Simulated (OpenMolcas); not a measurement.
## Exact exchange and the electronic atomisation energy of SiCNF2

SiCNF2 has 5 atoms, charge 0, and is taken as a doublet. As SMILES, `N#C[Si](F)F`. The coordinates come from a PBE0-D4/def2-TZVP relaxation.

The electronic atomisation energy y, in eV, basis aug-cc-pVDZ; a is the functional's share of exact exchange. Programs: OpenMolcas 26.06.

| functional | program | a | y (eV) |
| --- | --- | --- | --- |
| UTPSS | OpenMolcas | 0 | 22.55 |
| UBLYP | OpenMolcas | 0 | 22.66 |
| UB3LYP | OpenMolcas | 0.2 | 22.22 |
| UPBE0 | OpenMolcas | 0.25 | ? |
| UBHLYP | OpenMolcas | 0.5 | 20.89 |

Problem. Fit y = c + s·a to the known rows and predict UPBE0.

Solution. 
1. Means of the 4 rows: a = 0.1750, y = 22.080.
2. Σ(Δa)² = 0.1675, Σ(Δa·Δy) = -0.567, so the slope is -0.567/0.1675 = -3.3851.
3. Intercept: 22.080 − (-3.3851) × 0.1750 = 22.672. The largest residual of the fit is 0.23.
4. UPBE0: 22.672 + (-3.3851) × 0.25 = 21.83 eV.

The run gave 22.35 eV, so the prediction is off by -0.52 eV, more than the largest residual. The rows mix families of semi-local functionals, which the line can't see.

The atomisation energy falls from BLYP through B3LYP to BHLYP as exact exchange replaces semi-local exchange, but PBE0 breaks the order, lying above B3LYP despite its larger share. The general fall reflects the exchange hole. In a molecule the exact hole spreads over the bonded centres, whereas the semi-local one stays near the electron and so imitates part of the left-right correlation. Exact exchange removes that imitation, and the dynamical correlation functional doesn't restore it. The loss is greater in the molecule than in the separated atoms, and the C≡N bond, with its compact σ and π pairs, is probably a major contributor.

BLYP and BHLYP make the cleanest comparison, since they share their correlation functional and differ only in exchange. The high PBE0 value probably reflects the strong binding of its PBE parent, which a quarter of exact exchange only partly offsets. Without an experimental or high-level correlated reference, the spread shows sensitivity to the functional, not which value is most accurate.
